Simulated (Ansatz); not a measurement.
A series in volume scale on Ru

All results are calculated (Ansatz 0.2.0). Periodic Kohn-Sham DFT of a crystal at fixed atoms, scaled to volume_scale times the given cell; pressure positive in compression, energy less spherical unpolarised free atoms, largest_vzz the field gradient of largest size among the nuclei.

The cell before it is scaled or strained (space group P6_3/mmc, No. 194):
```
Ru
1.0
      2.7058     0.0000     0.0000
     -1.3529     2.3433     0.0000
      0.0000     0.0000     4.2819
Ru
2
Direct
  0.33333 0.66667 0.25000
  0.66667 0.33333 0.75000
```

Settings of every row: method all-electron LAPW; functional PBEsol; relativity scalar; k mesh 14x14x8; filling fermi-dirac; smearing width 0.03 eV; basis error target 0.5 meV/atom; nucleus gaussian.

Atom start moment: 0 on all atoms.

| row | volume scale | V (Å³/atom) | pressure (GPa) | energy less free atoms (eV/atom) |
| --- | --- | --- | --- | --- |
| 1 | 0.94 | 12.76 | 16.564 | -10.1436 |
| 2 | 0.9405 | 12.767 | 16.339 | -10.1443 |
| 3 | 0.96 | 13.032 | 8.039 | -10.1643 |
| 4 | 0.97 | 13.167 | 4.138 | -10.1695 |
| 5 | 0.98 | 13.303 | 0.461 | -10.1714 |
| 6 | 1 | 13.575 | -6.273 | -10.1664 |
| 7 | 1.01 | 13.71 | -9.351 | -10.1597 |
| 8 | 1.02 | 13.846 | -12.251 | -10.1506 |
| 9 | 1.03 | 13.982 | -14.982 | -10.139 |
| 10 | 1.04 | 14.118 | -17.554 | -10.1252 |
| 11 | 1.06 | 14.389 | ? | ? |

Question: what pressure and energy less free atoms should row 11 give?

Worked fit of pressure. Take u = (V_r/V)^(2/3) − 1 with V_r = 13.439 Å³ an atom, which is twice the finite (Eulerian) strain; such expansions in the strain, on which the Birch-Murnaghan equation of state is built, carry the rest volume and the bulk modulus. The shown rows have u = 0.03517, 0.03479, 0.02071, 0.01372, 0.0068, -0.00669, -0.01322, -0.01969, -0.02606, -0.03233. Least squares give pressure = −3.0115 + 500.773 × u + 1586.67 × u² GPa; a straight line predicts inner rows, each left out in turn, worse (root mean square 0.73 against 0.014 GPa). The rows lie off it by 0.001, 0.008, -0.001, -0.020, -0.006, 0.018, 0.003, 0.006, 0.002, -0.011 (root mean square 0.01 GPa). The pressure vanishes at u = 0.0059, or V = 13.32 Å³ an atom, and there the bulk modulus at fixed shape and fractions is B = −V dP/dV = (2/3)(1 + u) dP/du = 348 GPa. Letting shape and atoms relax would as a rule lower it, by much in layered, chain or molecular crystals. The withheld row has u = -0.04451, so the fit gives −3.0115 + 500.773 × (-0.04451) + 1586.67 × (-0.04451)² = -22.157 GPa.

The calculation gave -22.252 GPa. The fit lies 0.095 GPa (0.24 % of the column's range) above it; its largest miss of a shown row is 0.020 GPa. This row lies beyond the range of the fit.

Worked fit of energy less free atoms. Take u = (V_r/V)^(2/3) − 1 with V_r = 13.439 Å³ an atom, which is twice the finite (Eulerian) strain; such expansions in the strain, on which the Birch-Murnaghan equation of state is built, carry the rest volume and the bulk modulus. The shown rows have u = 0.03517, 0.03479, 0.02071, 0.01372, 0.0068, -0.00669, -0.01322, -0.01969, -0.02606, -0.03233. Least squares give energy less free atoms = −10.17031 − 0.3788 × u + 31.894 × u² + 13.7 × u³ eV/atom; a parabola predicts inner rows, each left out in turn, worse (root mean square 0.00014 against 5.4e-05 eV/atom). The rows lie off it by 0.0000, 0.0000, 0.0001, 0.0000, 0.0000, 0.0000, 0.0001, 0.0000, 0.0000, 0.0000. Its lowest point lies at u = 0.0059, or V = 13.32 Å³ an atom, and the curvature there gives the bulk modulus at fixed shape and fractions, B = (4/9)(1 + u)² E″(u)/V = 348 GPa. Letting shape and atoms relax would as a rule lower it, by much in layered, chain or molecular crystals. The withheld row has u = -0.04451, so the fit gives −10.17031 − 0.3788 × (-0.04451) + 31.894 × (-0.04451)² + 13.7 × (-0.04451)³ = -10.0915 eV/atom.

The calculation gave -10.0914 eV/atom. The fit lies 0.0001 eV/atom (0.12 % of the column's range) below it, one unit of the last digit. This row lies beyond the range of the fit.
